The columns describe the vibrations of one fixed crystal of boron subarsenide, B6As, at ten temperatures $T$. The heat capacity $C$ tells how much heat the vibrations take up per kelvin, the entropy $S$ how widely they spread over their energy levels, and the free energy $F$ combines energy and entropy. All are given per atom, and $k$ is Boltzmann's constant (kB in the table).

Harmonic vibrational thermodynamics of B6As (R-3m, 14 atoms in the primitive cell, conventional a = 6.123, c = 11.844 Å) at fixed volume, with zero-point energy included in the free energy. Ansatz 0.2.0, PBEsol, plane-wave PAW, scalar-relativistic, no spin polarisation; cutoff 420 eV, k mesh 6×6×6, fixed occupations, linear-response phonons on a 2×2×2 q mesh.

```tsv
temperature (K)	phonon free energy (meV/atom)	phonon entropy (kB/atom)	phonon heat capacity (kB/atom)
100	119.8	0.122	0.286
200	117.2	0.498	0.889
300	110.9	0.976	1.489
400	100.3	1.469	1.930
500	85.7	1.933	2.224
600	67.1	2.357	2.420
700	45.2	2.741	2.554
800	20.0	3.088	2.647
900	-8.0	3.404	2.715
1000	-38.6	3.693	2.766
```

### 1. How close is the crystal to its classical heat capacity at 300 K?

It is only halfway there: 1.489 of the 3 $k$ per atom that classical physics gives. A vibration of frequency $\nu$ takes up energy only in steps of $h\nu$, where $h$ is Planck's constant. It stays nearly frozen while $kT$ is much smaller than that step. Boron is light and its bonds are short and stiff, so many steps here are large. Even at 1000 K the heat capacity is still 8 % below the limit.

### 2. Can a single frequency predict the curve?

Near room temperature and above it can, and the zero-point energy supplies that frequency. Each atom has three vibrations, each with $h\nu/2$ at absolute zero, and the same calculation gives $E_0 = 120.1$ meV per atom for their sum. If all three had the same frequency, its step expressed as a temperature would be

$$\theta = \frac{2E_0}{3k} = 929\ \text{K}.$$

Einstein's formula for identical oscillators then gives, with $x = \theta/T = 3.10$ at 300 K,

$$C = 3k\,\frac{x^2 e^{-x}}{(1-e^{-x})^2} \approx 1.43\,k.$$

That is 4 % below the table, with no heat capacity used to set $\theta$.

The cold end is another matter: at 100 K the formula gives 0.02 $k$ where the table has 0.286 $k$. A Debye model with the same zero-point energy has a spread of frequencies, yet it reaches only 0.12 $k$. Both models are too low up to 300 K and slightly too high from 400 K on.

This pattern points to a spectrum broader than either model assumes, and the computed frequencies agree: ten of the 39 optical vibrations at infinite wavelength (see question 3) lie above the highest frequency in the Debye model. Soft vibrations wake early and lift the cold end, while stiff ones wake late and hold the hot end down. At high temperature the shortfall from 3 $k$ grows with the mean square of the frequencies, which a wider spread raises even when the mean stays the same. The printed output after this text compares both models with every row.

### 3. Which vibrations carry the heat at 100 K?

A few soft ones do. The cell has 14 atoms and so 42 branches of vibration: three acoustic, which become sound waves at long wavelength, and 39 optical, in which atoms of the cell move against each other. If each optical branch is given its computed frequency at infinite wavelength, the optical branches supply 0.157 $k$ per atom. The remaining 0.129 $k$ fits within the 0.214 $k$ that three acoustic branches can hold at most.

This remainder and the three lowest optical vibrations make up about three quarters of the total. The split is approximate, because optical frequencies also vary with wavelength and that effect ends up in the remainder. The lesson for cold properties is to look at the soft end of the spectrum, since the average frequency misleads there.

### 4. Why does the entropy keep rising when the heat capacity levels off?

Entropy adds up heat divided by temperature, $dS = C\,dT/T$. A constant heat capacity therefore still adds a fixed amount of entropy each time the temperature doubles, and in the classical limit this is $3k\ln 2 = 2.08\,k$ per atom. From 500 to 1000 K the table gains 1.76 $k$, somewhat less because the stiff vibrations are not yet fully awake. A flat heat capacity is thus no sign that the entropy has settled.

### 5. Does something happen to the crystal where the free energy changes sign?

No, the zero of energy is a choice, and another choice would move the sign change to another temperature. The column holds $F = U - TS$, where $U$ is the vibrational energy including the zero-point part. At 1000 K, $U$ is 279.6 meV and $F$ is −38.6 meV, so $TS$ has grown to 279.6 + 38.6 = 318.2 meV. The sign changes between 800 and 900 K, where $TS$ overtakes $U$.

The much larger static energy of electrons and nuclei is not in this column. To judge whether one phase is more stable than another, add that energy for both phases and compare the sums. The slope of $F$ does have a direct meaning: it equals $-S$, which is why $F$ falls faster in the hotter rows.

### 6. What would change if all atoms were four times heavier?

With the same bonds, every frequency would halve, because it varies as the square root of stiffness over mass. Heat capacity and entropy depend only on the ratio of frequency to temperature, so the heavy crystal at 500 K would show what the table lists at 1000 K. Its heat capacity would rise from 2.224 to 2.766 $k$ and its entropy from 1.933 to 3.693 $k$. Entropy gains far more, for the reason given under question 4.

For harmonic vibrations this scaling is exact. It also gives a way to guess a neighbouring material: heavier atoms or softer bonds move the whole curve to lower temperature. A real substitution changes masses and bonds together, and not equally for all vibrations, so the shift is then only a guide.

### 7. Which digits can be trusted?

Fewer than are printed. Suppose all frequencies were 1 % higher, a figure chosen for illustration and not an estimate of the error. At 300 K the heat capacity and the entropy would each fall by about 0.015 $k$, and the free energy would rise by 1.4 meV. In that row the third decimal of $C$ and $S$ would then carry no physical information, and the second would be in doubt.

The true frequency error is unknown. The PBEsol functional was run on PAW datasets made for PBE, and no test shows what this does to the frequencies. The vibrations were also computed on a coarse 2×2×2 mesh of wavevectors and interpolated in between. The program warned that some long-range forces could not be assigned to a unique pair of atoms and that one electrostatic term was missing. For heat capacity and entropy, the cold rows are the most exposed in relative terms: the same 1 % shift changes the entropy by 2.3 % at 100 K but by only 0.7 % at 1000 K.

The hot rows have a different weakness. The cell does not expand and the vibrations stay harmonic, whereas heat capacities are usually measured at constant pressure, where expansion adds to them. A denser wavevector mesh would not cure that.

For practical use, repeat the calculation on a denser mesh and compare the 100 K row first. Until that is done, how much of its heat capacity is owed to the interpolation remains open.

The analysis program printed:

```
heat capacity in kB/atom against two models without fitted parameters:
   row  percent_of_classical  Einstein   Debye  Einstein_less_table  Debye_less_table
   100                 9.533   0.02395  0.1228               -0.262           -0.1632
   200                 29.63    0.6345  0.7502              -0.2545           -0.1388
   300                 49.63     1.427   1.456             -0.06222          -0.03251
   400                 64.33      1.95   1.944               0.0202           0.01419
   500                 74.13     2.268   2.252              0.04402           0.02817
   600                 80.67     2.466   2.449              0.04642            0.0294
   700                 85.13     2.596    2.58              0.04207           0.02643
   800                 88.23     2.685   2.671              0.03758           0.02389
   900                  90.5     2.747   2.736              0.03235           0.02054
  1000                  92.2     2.793   2.783              0.02733           0.01716
energies in meV/atom and effect of 1 percent higher frequencies:
   row  F_plus_TS  classical_3kT  rise_of_F_meV  fall_of_S_kB
   100      120.9          25.85          1.209       0.00286
   200      125.8           51.7          1.258       0.00889
   300      136.1          77.56          1.361       0.01489
   400      150.9          103.4          1.509        0.0193
   500        169          129.3           1.69       0.02224
   600        189          155.1           1.89        0.0242
   700      210.5            181          2.105       0.02554
   800      232.9          206.8          2.329       0.02647
   900        256          232.7           2.56       0.02715
  1000      279.6          258.5          2.796       0.02766
zero-point energy, meV/atom: 120.1
Einstein temperature from the zero-point energy, K: 928.8
Debye temperature from the zero-point energy, K: 1238
zone-centre optical modes at 100 K, kB/atom: 0.1574
remainder of the heat capacity at 100 K, kB/atom: 0.1286
classical limit of three acoustic modes, kB/atom: 0.2143
share of remainder plus three lowest optical modes at 100 K, percent: 77.16
optical modes plus three classical acoustic modes at 300 K, kB/atom: 1.498
optical modes plus three classical acoustic modes at 1000 K, kB/atom: 2.766
entropy gained from 500 to 1000 K, kB/atom: 1.76
classical entropy gain for a doubled temperature, kB/atom: 2.079
free energy at 500 K with all masses quadrupled, meV/atom: -19.3
fall of heat capacity at 300 K for 1 percent higher frequencies, kB/atom: 0.01502
```
